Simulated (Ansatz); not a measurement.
Ta4O: what the smearing entropy tells about the Fermi level

Level of theory: DFT PBE, scalar-relativistic, plane waves, PAW (Ansatz 0.2.0).

```cif
data_structure
_symmetry_space_group_name_H-M 'P 1'
_symmetry_Int_Tables_number 1
_cell_length_a 3.2575
_cell_length_b 3.2575
_cell_length_c 7.4093
_cell_angle_alpha 90.000
_cell_angle_beta 90.000
_cell_angle_gamma 90.000
_cell_volume 78.62
loop_
_atom_site_label
_atom_site_type_symbol
_atom_site_fract_x
_atom_site_fract_y
_atom_site_fract_z
_atom_site_occupancy
Ta1 Ta 0.00000 0.00000 0.50000 1
Ta2 Ta 0.50000 0.50000 0.78316 1
Ta3 Ta 0.50000 0.50000 0.21684 1
Ta4 Ta 0.00000 0.00000 0.00000 1
O1 O 0.50000 0.50000 0.50000 1
```

The plane-wave cutoff is 420 eV, the Γ-centred k-mesh is 12×12×6 and the spin treatment is unpolarised.

The same metal under several smearings of width σ, on one mesh. F is the free energy, TS the smearing's entropy term for the cell of 5 atoms, and E = F + TS. Gaussian occupations are ½ erfc[(ε − μ)/σ], and N counts both spins. Spin–orbit coupling is left out, which shifts the bands of heavy elements.

| rule | σ (eV) | F − F(narrowest) (meV/atom) | TS (meV/cell) |
| --- | --- | --- | --- |
| Fermi–Dirac | 0.01 | -0.044 | 0.513 |
| Fermi–Dirac | 0.1 | -7.031 | 78.437 |
| Gaussian | 0.01 | 0.000 | 0.083 |
| Gaussian | 0.1 | -0.817 | 8.967 |
| Gaussian | 0.3 | -9.768 | 107.708 |

**Question.** For a density of states N (both spins) that is flat over the smeared range, TS = Nσ²/2 (Gaussian) and (π²/3)Nσ² (Fermi–Dirac). What N does each run give?

**Answer.**
| rule | σ (eV) | N (states/eV a cell) |
| --- | --- | --- |
| Fermi–Dirac | 0.01 | 1.56 |
| Fermi–Dirac | 0.1 | 2.38 |
| Gaussian | 0.01 | 1.66 |
| Gaussian | 0.1 | 1.79 |
| Gaussian | 0.3 | 2.39 |

Equal entropy needs σ_Gauss = π√(2/3) σ_FD = 2.57 σ_FD, so a Fermi–Dirac width acts like a Gaussian one 2.57 times as large. At moderate widths N lies between 1.79 and 2.39. The drift shows structure in the density of states within the smeared window (a rise with width points to a dip at the Fermi level, a fall to a peak or a steep flank), or a mesh too coarse for the narrower widths. At the narrowest widths only the few mesh levels within σ of μ count, so N can scatter there.

**Question.** To second order F = E0 − TS/2 and E = E0 + TS/2. How well does E0 = (E + F)/2 undo the smearing?

**Answer.**
```
       rule  σ (eV) F − E0(narrowest) (meV/atom) (E + F)/2 − E0(narrowest) (meV/atom)
Fermi–Dirac    0.01                         -0.05                                  0.00
Fermi–Dirac     0.1                         -7.04                                  0.80
   Gaussian    0.01                         -0.01                                  0.00
   Gaussian     0.1                         -0.83                                  0.07
   Gaussian     0.3                         -9.78                                  0.99
```

At Gaussian 0.3 eV the free energy is off by -9.78 meV/atom and the mean by 0.99. What remains is of order σ⁴ plus the mesh error of the narrowest run, which is no exact reference. Forces and stress are derivatives of F, not of E0, so they keep the σ² error.

The effective density of states rises with width under both rules, and the broad runs agree closely (2.38 and 2.39 states/eV a cell) once the longer Fermi–Dirac tails are allowed for. This suggests that the Fermi level of this metal lies in a shallow dip, with more states a few tenths of an eV away. The positive residuals of (E + F)/2 reflect the same behaviour: where entropy grows faster than σ², adding half of it to F overshoots.

The states involved are probably mainly Ta 5d, since the O 2p levels of an oxygen bonded to an electropositive metal lie well below the Fermi level. Bonding and antibonding d states separate in a body-centred metal framework, and Ta–O hybridisation and the tetragonal strain around interstitial oxygen can reshape that spectrum further. The entropy cannot tell whether the additional states are occupied or empty, so it supports no prediction of how electron or hole doping would change the density of states.
